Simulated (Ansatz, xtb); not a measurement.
C3H11BBrN: which of two isomers lies lower

We compare I, `CC[NH2+][B@H-](C)Br`, a singlet, with II, `CCC[B@H-]([NH3+])Br`, a singlet. Both are isolated molecules in the gas phase, relaxed with B3LYP-D3(BJ)/def2-SVP; each stands in its lowest conformer found.

Energies in hartree; the thermal terms are from GFN2-xTB frequencies at re-optimised GFN2-xTB minima (ideal gas, soft modes damped towards free rotors, one conformer each, 298.15 K, 1 atm) and include the zero-point energy:

```
                               I            II
E, CCSD(T)/def2-SVP  −2772.210151  −2772.212474
    E, MP2/def2-SVP  −2772.114879  −2772.118159
  E, MP2/def2-TZVPP  −2772.853864  −2772.857006
  zero-point energy      0.145322      0.145315
       H(298 K) − E      0.155172      0.155153
       G(298 K) − E      0.110670      0.110812
```

**Question.** Correct the CCSD(T) difference for the basis set by the MP2 change, then work out ΔE, ΔE₀, ΔH and ΔG for I → II in kJ/mol (1 Eh = 2625.50 kJ/mol) and the equilibrium ratio [II]/[I].

**Answer.** 1. Differences II − I: CCSD(T) −0.002323, MP2 in the small set −0.003280, MP2 in the large set −0.003142 Eh.
2. ΔE = −0.002323 + (−0.003142 − (−0.003280)) = −0.002185 Eh = −5.74 kJ/mol.
3. ΔE₀ = ΔE + ΔZPE = −0.002185 + (−0.000007) Eh = −5.76 kJ/mol.
4. ΔH = ΔE + (−0.000019) Eh = −5.79 kJ/mol.
5. ΔG = ΔE + (+0.000142) Eh = −5.36 kJ/mol, so ΔS = (ΔH − ΔG)/T = −1.4 J/(mol K).
6. kT = 0.9442 mEh, so K = [II]/[I] = exp(−ΔG/kT) = exp(+2.16) ≈ 8.7.

Structure II is favoured at this temperature. An error of 4 kJ/mol in ΔG would change K by a factor of 5. GFN2-xTB, HF/STO-3G gave ΔE the other sign. Mirror images and further conformers aren't counted.

As drawn, II has 1 C–C, 1 N–H in place of 1 C–N, 1 C–H.

Other levels gave ΔE = +17.9 (GFN2-xTB); +12.3 (HF/STO-3G, GFN2-xTB geometries); −4.0 (r2SCAN-D4/def2-SVP, GFN2-xTB geometries); −2.3 (B3LYP-D3(BJ)/def2-SVP); +0.1 (HF/def2-SVP); −8.6 (MP2/def2-SVP); −6.1 (CCSD(T)/def2-SVP) kJ/mol. The correlated steps freeze 14 core orbitals; the filled d shell of Br is correlated, in a basis made for valence electrons. Programs: Ansatz 0.2.0, xtb 6.7.1.

The modest preference for II is almost wholly electronic: zero-point and thermal terms nearly cancel, as expected for isomers with the same B–N, B–C, B–H and B–Br bond types. Exchanging a C–N and a C–H bond for a C–C and an N–H bond normally favours the latter pair. Against this, ethylamine is usually a stronger donor towards boron than ammonia, because the alkyl group makes the nitrogen lone pair more available. The small net difference therefore probably reflects partial cancellation between a better set of covalent bonds in II and a stronger dative bond in I.

Hartree–Fock in the def2-SVP basis makes the two practically level, whereas CCSD(T) in the same basis gives −6.1 kJ/mol, so at this level the preference comes from electron correlation; MP2 somewhat overstates it. The ratio describes a hypothetical equilibrium, not a facile rearrangement, since interconversion would require breaking the C–N bond and rebuilding the carbon skeleton.
